Before building a spin model of this aluminium dioxide to estimate how hot it can get and stay magnetic, one has to decide whether the energy difference between parallel and antiparallel order may serve as the model's exchange constant. The temptation is strong. The difference is 40.9 meV/atom, or three times that, 122.7 meV, for one AlO₂ unit. Divided by Boltzmann's constant, 0.086 meV per kelvin, this corresponds to about 1400 K and suggests a magnet that survives red heat. The calculation that supplies the energy also supplies the reason to refuse that step.

A few rough sizes are worth remembering. Each AlO₂ unit carries about one Bohr magneton (μB), and it sits on oxygen. Forming this magnetism with parallel spins gains about 50 meV/atom. Reversing half of the spins gives back roughly four fifths of that gain, and the moments themselves shrink to less than a third.

Magnetic starts of AlO₂ (Cmcm, 6 atoms in the cell) compared at fixed atoms with Ansatz 0.2.0: PBE, plane-wave PAW, scalar-relativistic, collinear spin except in the non-magnetic row. Cutoff 420 eV, k mesh 12×12×10, Gaussian smearing of 0.1 eV; energies are extrapolated to zero smearing. Signs give the starting moments on the magnetic atoms (u up, d down).

```csv
start,signs,final order,energy above lowest (meV/atom),largest site moment (μB)
ferromagnetic,none,ferromagnetic,0.0,0.74
parallel large,none,ferromagnetic,0.0,0.74
parallel small,none,ferromagnetic,0.0,0.74
antiferromagnetic,ud,antiferromagnetic,40.9,0.22
non-magnetic,none,non-magnetic,50.2,0.00
```

The five starts lead to three distinct states. The three parallel starts, with ordinary, large and small initial moments, end at the same energy and the same site moment, which is the spin found close to one atom. In the antiferromagnetic start the signs "ud" mean one moment up and one down. The non-magnetic state has its spin switched off by hand, so it is a reference without moments and not a picture of the hot, disordered magnet, in which moments may survive and merely point in random directions.

That oxygen can be magnetic here at all becomes clear from counting electrons. Aluminium can give up three electrons, while two oxygen atoms need four to close their shells. Each AlO₂ unit is therefore one electron short, and the shortage appears as a hole in the oxygen 2p shell. Oxygen often escapes this situation by pairing into a peroxide or superoxide bond, but here the nearest neighbour of an oxygen atom is aluminium, at 1.87 Å, and no such pair exists.

The calculation agrees with the count. The cell holds two AlO₂ units and so two holes, which could give at most 2 μB, and the parallel state reaches 96 % of that limit. About three quarters of the net moment sits on two of the four oxygen atoms, and aluminium carries practically none. The holes are thus almost completely spin-polarised, and a larger moment would need more holes.

The first explanation of the energies treats each of the two main oxygen atoms as a small magnet of fixed length. In this Heisenberg picture an exchange constant J rewards parallel neighbours and penalises antiparallel ones, and the energy depends only on how the moments point. This makes two predictions that can be tested. The antiparallel state must have the same site moment as the parallel one, and, if forming a moment is worth much more than turning it, the state must also keep most of the energy gained by forming the moments.

Both predictions fail. The site moment falls from 0.74 to 0.22 μB when the order is reversed. The antiparallel state lies only 9.3 meV/atom below the non-magnetic one (50.2 less 40.9), so it keeps 19 % of the gain of the parallel state. Reversal removes most of the site moment and most of the energy gain, although the spin density summed over the whole cell without regard to sign falls only to about half. An energy difference between a strong magnet and a weak one is not the J of a model with fixed moments.

The sign of the preference survives this objection. The antiparallel state was free to let its moments shrink, and it would do so only if that lowered its energy. Holding the moments at full length in the same pattern should therefore cost at least as much as the table shows. This argument assumes that the calculation found the lowest solution for its pattern, and no search for lower ones was made.

A second explanation would blame the numerical treatment of a metal. Electrons near the Fermi level, the border between filled and empty states, were smeared over a small energy range to steady the calculation, and the non-magnetic state has the most electrons there. The effect can be gauged by comparing energies extrapolated to zero smearing with free energies at the smearing used. The two choices differ by 1.8 meV/atom for the gap between the parallel and non-magnetic states, and by less for the antiparallel state. This is at most a few per cent of either gap above the parallel state, so smearing does not produce the trend. Only the small gap between the antiparallel and non-magnetic states is more sensitive and changes by about a sixth.

The third explanation is band magnetism, in which the holes belong to energy bands and the size of the moment is itself negotiable. Turning spins over in a non-magnetic metal has a price, because electrons must leave filled states of one spin for higher, empty states of the other. The price is low when many states crowd at the Fermi level. The reward is exchange: electrons of equal spin avoid one another and so repel less. If I is the exchange energy parameter of an atom and n its number of states per eV for one spin, the reward wins when I × n exceeds one, which is the Stoner condition.

The smearing, harmless as a source of error, is useful here as a probe. For a flat density of states N and a Gaussian smearing of width s, the smearing term in the free energy is N s²/2. In the non-magnetic state this term is 0.0254 eV per cell and s is 0.1 eV, so N is 2 × 0.0254/0.01, or about 5.1 states per eV. Shared between two spins and two oxygen atoms, this makes n about 1.3, and the non-magnetic state becomes unstable once I exceeds 1/1.3, or about 0.8 eV.

For oxygen 2p electrons I is roughly one to two eV, a recalled size and not a result of this calculation. The condition is therefore plausibly met, though only narrowly at the lower end of that range. Spreading the states evenly over all four oxygen atoms would double the threshold and leave the outcome open. The total energies show independently that magnetism wins, since both magnetic states lie below the non-magnetic one; what the estimate adds is a plausible reason.

One way in which a moment can survive in one order and shrink in the other can be seen with two oxygen sites and one orbital on each. Let the moments be opposite, so that a hole of a given spin has an energy lower by Δ on its favoured site, and let t be the strength with which it hops to the other. Its weight on the favoured site exceeds that on the other by Δ/√(Δ² + 4t²). The hole of opposite spin does the reverse, so the same expression gives the site moment in μB. Strong hopping puts both spins on both sites, and the moments fade.

The loss then feeds on itself, because Δ is created by the moments. A smaller moment makes a smaller Δ, which lets the holes spread further and shrinks the moment again. In the parallel state a given spin finds both sites equal, so hopping between them does not dilute the moment. As long as exchange separates the two spins by more than the width of the bands, only the number of holes limits it. This suggests a guide for related oxides: where the hole-bearing orbitals overlap weakly, the moments should survive reversal and a Heisenberg model becomes reasonable, while strong overlap makes a collapse like the one seen here more likely.

The two-site picture accounts for only part of the collapse. With orbitals of fixed shape, hopping would shrink the site moment and the unsigned spin density of the whole cell by about the same factor. The first falls to 30 % of its parallel value, the second only to 54 %. Some spin density therefore survives where the site moments miss it, either between the atoms or as opposite signs around one atom. Nor does the picture predict the winner. With one orbital and one hole per site, hopping favours antiparallel spins, the familiar superexchange, whereas the calculation prefers parallel ones. An oxygen atom has three 2p orbitals, and if the holes use more than one of them, Hund's rule on each atom can tip the balance towards parallel spins. That is a guess, which a look at the orbitals that hold the holes could confirm or refute.

A simple scaling rule also shows how far the band picture can be pressed. Suppose that every order gains energy in proportion to the square of its moment, at the rate set by the parallel state. The site moments then predict a gain of 4.4 meV/atom for the antiparallel state, about half of the computed 9.3. The absolute magnetisation, which adds up spin density of either sign throughout the cell, predicts 14.6 and overshoots by more than half. The energy follows the shrinking moment in direction, but the gain per squared moment depends on the pattern, and so does the ratio between the two measures of the moment.

The fixed atomic positions also tilt the comparison. The largest force on an atom is 0.04 eV/Å in the parallel state but 0.72 in the non-magnetic and 0.88 in the antiparallel one, so the crystal is nearly at rest only in the first. If each state were allowed to settle into its own structure, the other two would probably gain more, and the gaps would narrow by an amount that only a relaxation can tell. The 9.3 meV/atom between the two strained states is the least secure of the energy differences. Parallel order is the lowest of the starts tried here, and since only one antiparallel pattern was among them, it is not an established ground state.

The verdict against fixed moments rests on the one antiparallel solution found, at fixed atoms and with one functional. Relaxing the atoms or searching for lower solutions could change its moments as well as its energy, and so could a better functional. PBE tends to spread oxygen holes over too many atoms, because it lets an electron repel itself in part. In the two-site picture such spreading weakens the moments of the antiparallel state, so the method probably leans towards the explanation that wins. A hybrid functional, or a Hubbard correction on the oxygen 2p shell, could pin the holes to single atoms and might even change the preferred order. The question to put to such a calculation is whether the antiparallel state still loses most of its site moment: if it keeps nearly all of it, the energy difference can be used to estimate an exchange constant after all, and if not, the spin model needs moments that can change their length.
